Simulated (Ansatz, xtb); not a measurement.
Ligand exchange: IBr + SiH3(CH3) → SiH3I + CH3Br

Species: IBr (iodine monobromide), singlet; SiH3(CH3) (methylsilane), singlet; SiH3I `[SiH3]I`, singlet; CH3Br `CBr`, singlet. The partners trade Br for SiH3: I–Br and C–SiH3 bonds give way to I–SiH3 and C–Br.

Shapes, held fixed at every level: PBE0-D4/def2-TZVP. Programs: Ansatz 0.2.0, xtb 6.7.1. The zero-point and thermal change to 298 K, harmonic and unscaled (PBE0-D4/def2-TZVP), is +1.9 kJ/mol.

Problem. Estimate ΔH(298 K) of this reaction.

Solution. The highest level, CCSD(T)/def2-TZVPP, gives ΔH(298 K) = -70.7 kJ/mol; the levels span -76.6 to -54.2. The column of differences is taken from that level and isn't an error. No measured value is set beside it here. For atoms past krypton def2 sets carry core potentials with scalar relativity. Relativity is left out for Br unless named. Correlated rows may include outer-core shells of Br, I, which these sets cover unevenly. Times are processor times on shared x86 and Arm servers, and rough.

```
                level                    kind  ΔH(298 K) (kJ/mol)  less CCSD(T)/def2-TZVPP  CPU time (sum over the molecules)
             GFN2-xTB          semi-empirical               -76.6                     -5.9                             0.17 s
        HF/def2-TZVPP            Hartree–Fock               -73.6                     -2.9                                  –
 r2SCAN-D4/def2-TZVPP                meta-GGA               -63.4                     +7.3                               20 s
  B3LYP-D4/def2-TZVPP           global hybrid               -54.2                    +16.5                               14 s
r2SCAN0-D4/def2-TZVPP           global hybrid               -67.9                     +2.8                               18 s
   wB97M-V/def2-TZVPP  range-separated hybrid               -61.8                     +8.9                               40 s
   wB97X-V/def2-TZVPP  range-separated hybrid               -64.6                     +6.1                               30 s
     CCSD(T)/def2-SVP   coupled cluster or CI               -64.7                     +6.0                              7.6 s
   CCSD(T)/def2-TZVPP   coupled cluster or CI               -70.7                      0.0                               60 s
```

The exchange is exothermic at every level, mainly because it gives up the weak I–Br bond. That bond joins two large halogens of similar electronegativity, with diffuse orbital overlap and repulsion between lone pairs. The Si–I and C–Br bonds that replace it gain more ionic character, which outweighs the loss of the sturdier C–Si bond. With two molecules on each side, the thermal term is only +1.9 kJ/mol, so the driving force is electronic.

The sign is secure, but the magnitude is less so. Enlarging the coupled-cluster basis shifts the result from -64.7 to -70.7 kJ/mol, a change comparable to the gaps separating several functionals from the larger-basis value. Basis-set convergence is therefore not established, and a close ranking of the functionals isn't justified. Hartree–Fock's nearness to coupled cluster probably reflects cancellation of correlation errors between the two sides. Nor does the exothermicity show that this halogen placement is preferred: the alternative products, SiH3Br and CH3I, would pair silicon with the harder halide.
